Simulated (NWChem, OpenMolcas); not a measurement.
# How methods differ on SbH2 (SMILES [SbH2])

The species is SbH2 (3 atoms), meant as a doublet with charge 0. As SMILES, `[SbH2]`. Geometry: relaxed at PBE0-D4/def2-TZVP.

```xyz
3

Sb    0.6598   -0.3463    0.3157
H     0.0467    1.2442    0.1632
H    -0.7173   -0.9627   -0.4921
```

Quantity: the vertical ionisation energy (to the singlet cation), in eV. The values are calculated.

| level | kind | program | value (eV) | CPU time (all runs) |
| --- | --- | --- | --- | --- |
| UM06-2X/def2-TZVP (core potential) | hybrid meta-GGA | NWChem | 8.71 | 18 s |
| UB3LYP5/ANO-R0 (sfX2C, RICD fitting) | global hybrid | OpenMolcas | 10.10 | 16 s |
| UM06-2X/def2-SVP (core potential) | hybrid meta-GGA | NWChem | 8.70 | 8.7 s |
| UM06-2X/def2-SVPD (core potential) | hybrid meta-GGA | NWChem | 8.70 | 11 s |
| UM06-2X/def2-TZVPD (core potential) | hybrid meta-GGA | NWChem | 8.71 | 21 s |
| UM06-2X/def2-QZVPD (core potential) | hybrid meta-GGA | NWChem | 8.71 | 2.1 min |

Spin-orbit coupling, which can split open shells on such heavy atoms by tenths of an eV, is left out. The values span 8.70 to 10.10 eV. Without the sets that lack polarisation functions the rows with a basis span only 8.70 to 8.71 eV. Times are those of the runs behind each value, whatever else they computed, on shared processors of several kinds: orders of magnitude only.

The M06-2X ionisation energy is effectively converged with respect to the def2 basis: it stays at 8.70 to 8.71 eV from split-valence to quadruple-zeta quality, and diffuse functions leave it unchanged at both the SVP and TZVP levels. This fits the orbital involved. In bent SbH2 the unpaired electron occupies an essentially nonbonding antimony valence p orbital perpendicular to the molecular plane, and removing it leaves a closed-shell cation with the in-plane lone pair intact. Neither state needs a diffuse tail to be described well.

The B3LYP5 value of 10.10 eV probably reflects its minimal ANO basis more than the functional. Contractions built for neutral atoms give the valence shell little freedom to contract around the positive charge, so the cation is placed too high relative to the radical. The gap therefore can't be read as a difference between B3LYP and M06-2X. Nor does the close agreement among the M06-2X rows establish the accuracy of that functional, since they all share its exchange-correlation error.
